**Question**

I have adsorption results for CH and O on a hexagonal aluminium slab, with one adsorbate for every surface Al atom. They come from density-functional calculations with the PBEsol functional. One O row is still closed to me, the one that started in the hollow.

CH or O on a 10-layer (001) slab of hexagonal Al (P6₃/mmc; 1×1 cell, 6.967 Å²), relaxed from the named site with symmetry kept and the lower five layers fixed. Ansatz 0.2.0, PBEsol, plane-wave PAW, 420 eV cutoff, 12×12×1 k mesh, slabs without spin. Adsorption energies are relative to the clean slab and the free, spin-polarised adsorbate; dipoles are positive outward (+c).

```tsv
adsorbate	start site	start site atoms	adsorption energy (eV)	work function change (eV)	dipole change (e Å)	shortest contact	shortest contact length (Å)
CH	bridge	Al-Al	-5.334	-0.522	0.0180	C-Al	1.961
CH	hollow	Al-Al-Al	-5.196	-0.529	0.0180	C-Al	1.954
CH	top	Al	-3.759	-0.804	0.0350	C-Al	1.902
O	bridge	Al-Al	-8.222	0.913	-0.0370	O-Al	1.791
O	hollow	Al-Al-Al	?	?	?	?	?
O	top	Al	-3.563	5.667	-0.2180	O-Al	1.675
```

Can I predict that row from the other five? CH seems to show how much each starting site costs, but O reacts far more strongly to being put on top. Should I carry the CH difference over to O as it is, or enlarge it?

**Answer**

Start with the top sites, because they show what both adsorbates dislike. A more negative adsorption energy means stronger binding, and on top CH binds 1.58 eV more weakly than from the bridge start. For O the loss is 4.66 eV. In both cases the Al contact is shortest on top, so the one remaining bond tightens but doesn't make up for the lost neighbours.

That O should lose more is reasonable chemistry. Oxygen draws electrons from the metal and is held best when several positively charged Al atoms surround it. On top it has one such neighbour and stands far out, and in a full monolayer all these outward-standing charges repel one another. The work function, the energy needed to take an electron out of the metal, then rises by 5.7 eV. This is a dense layer held on top by symmetry, and no picture of a single O atom.

The hollow is a subtler matter. The labels say where an adsorbate began, and a bridge start can slide sideways into a hollow during relaxation. This surface has two kinds of hollow, one directly above a second-layer atom and one with no second-layer atom directly below it. CH from the bridge and hollow starts has nearly the same contact length and work function, yet the energies differ by 0.138 eV. That would fit two different hollows, though the energies alone don't identify them.

If so, the small energy gap measures what lies beneath the top layer. O should feel this more than CH: in a hollow, its contact length would put it about 0.73 Å above the top Al plane, against 1.07 Å for the carbon of CH. I therefore enlarge the CH gap, and take the factor from the top sites:

- O loses 4.659/1.575 = 2.96 times as much as CH on top.
- The O gap between hollow and bridge starts becomes 0.138 × 2.96 = 0.41 eV.
- The O hollow energy becomes −8.222 + 0.408 = −7.81 eV.

Only differences within one adsorbate enter, so the energy zero of the free species cancels. One weak link is the factor, because all the slabs were run without spin and a magnetic state of the O layers may lie lower. If spin lowered O on top by 1 eV, the forecast would move down by about 0.09 eV.

For the work function I expect a moderate rise, as from the O bridge start, since the two CH values hardly differ. O lies so low that 0.03 Å in contact length means about 0.07 Å in height. On the slope towards the top site that is worth roughly 0.4 eV, which sets the range. The forecasts for O from the hollow start are:

- adsorption energy −7.81 ± 0.45 eV, weaker than from the bridge start
- work function change 0.91 ± 0.4 eV
- dipole change −0.037 ± 0.015 e Å
- shortest contact 1.79 ± 0.03 Å

The energy range is a judgement. It is wide enough to include the CH gap carried over unchanged, and also no gap at all, which would result if both O starts ended in the same hollow.

The withheld rows as computed:

```tsv
adsorbate	start site	start site atoms	adsorption energy (eV)	work function change (eV)	dipole change (e Å)	shortest contact	shortest contact length (Å)
O	hollow	Al-Al-Al	-8.023	0.650	-0.0270	O-Al	1.798
```

All four values fall within their ranges, but the energy doesn't support so large an enlargement. O from the hollow start does bind more weakly than from the bridge start, by 0.20 eV where I forecast 0.41 eV. Your simpler choice, the CH gap carried over as it is, misses the computed energy by only 0.06 eV. The printed output after this answer sets the two estimates side by side.

The likely reason is that I took the factor from the wrong kind of change. Going on top removes neighbours, and there O suffers three times as much as CH. If the bridge starts did slide into the other hollow, the change between the two starts keeps three nearest Al atoms and alters mainly what lies below them. For that change O is just 0.199/0.138 ≈ 1.4 times as sensitive as CH. Spin is a poor excuse for the miss: it would have to lower O on top by about 0.21/0.088 ≈ 2.4 eV.

The work function is the more instructive miss. It rises by 0.65 eV, which is 0.26 eV less than forecast. My range rested on the idea that O raises the work function more the higher it sits. Yet if both O atoms sit at the centres of their hollows, the one from the hollow start is slightly higher, by about 0.02 Å, and raises the work function less. Height alone then doesn't order these two rows, and the electrons around O or the Al layers below may have adjusted differently. But the O from the bridge start may also have stopped a little off centre, which would put it higher than its shortest contact suggests. The table can't tell these cases apart.

The dipole forecast is no separate success. For a uniform layer, and with the far face of the slab unchanged, the work function change in eV is −4π × 14.4 × (dipole change in e Å)/(surface area in Å²), so the two columns carry nearly the same information. They agree to about 0.1 eV in every row. For O from the hollow start the mismatch is 0.05 eV, and it comes from the bare far face, whose work function should have stayed put but fell by that much. The 0.26 eV difference between the two O rows is clearly larger than such a drift, whereas the 0.007 eV difference between the two CH rows is too small to interpret. The program also warns, for the clean slab and for every covered slab except CH from the hollow start, that the exchange-correlation potential is rough where the electron density is thin. How much this shifts the values isn't known.

The new row also settles one point. The two O starts differ in both energy and work function, so they didn't end in the same structure. Their contacts of 1.791 and 1.798 Å are almost equal, which suggests the same number of Al neighbours and hence two different hollows. What remains open is which hollow the bridge starts found, if they left the bridge at all. The final position of O relative to the second Al layer would answer that, and it should be checked before the lower energy is called a preference for the bridge.

Numerical output:

```
CH hollow start above CH bridge start, eV: 0.138
CH top above CH bridge start, eV: 1.575
O top above O bridge start, eV: 4.659
O top-bridge gap over CH top-bridge gap, ratio: 2.958
Forecast O hollow above O bridge start, eV: 0.4082
Forecast O hollow adsorption energy, eV: -7.814
Forecast energy range lower end, eV: -8.264
Forecast energy range upper end, eV: -7.364
Rival with unstretched CH gap, eV: -8.084
Forecast shift if O top were 1 eV lower, eV: -0.08762
Height of O from bridge start if it slid into a hollow, Å: 0.7253
Height of CH carbon in the hollow, Å: 1.066
Height change for 0.03 Å of contact, Å: 0.07408
Work function change for that height change, eV: 0.3708
Forecast O hollow work function change (range 0.4 either way), eV: 0.913
Forecast O hollow dipole change (range 0.015 either way), e Å: -0.037
Forecast O hollow shortest contact (range 0.03 either way), Å: 1.791
Computed O hollow adsorption energy, eV: -8.023
Energy miss, computed less forecast, eV: -0.2092
Energy miss of the unstretched rival, eV: 0.061
Computed O hollow above O bridge start, eV: 0.199
Computed O hollow work function change, eV: 0.65
Work function miss, computed less forecast, eV: -0.263
Computed O hollow dipole change, e Å: -0.027
Dipole miss, computed less forecast, e Å: 0.01
Computed O hollow shortest contact, Å: 1.798
Contact miss, computed less forecast, Å: 0.007
Height of O in the hollow from its computed contact, Å: 0.7424
Work function change from the dipole alone:
  row  computed eV  from dipole eV
   CH       -0.522         -0.4675
   CH       -0.529         -0.4675
   CH       -0.804          -0.909
    O        0.913           0.961
    O         0.65          0.7013
    O        5.667           5.662
```
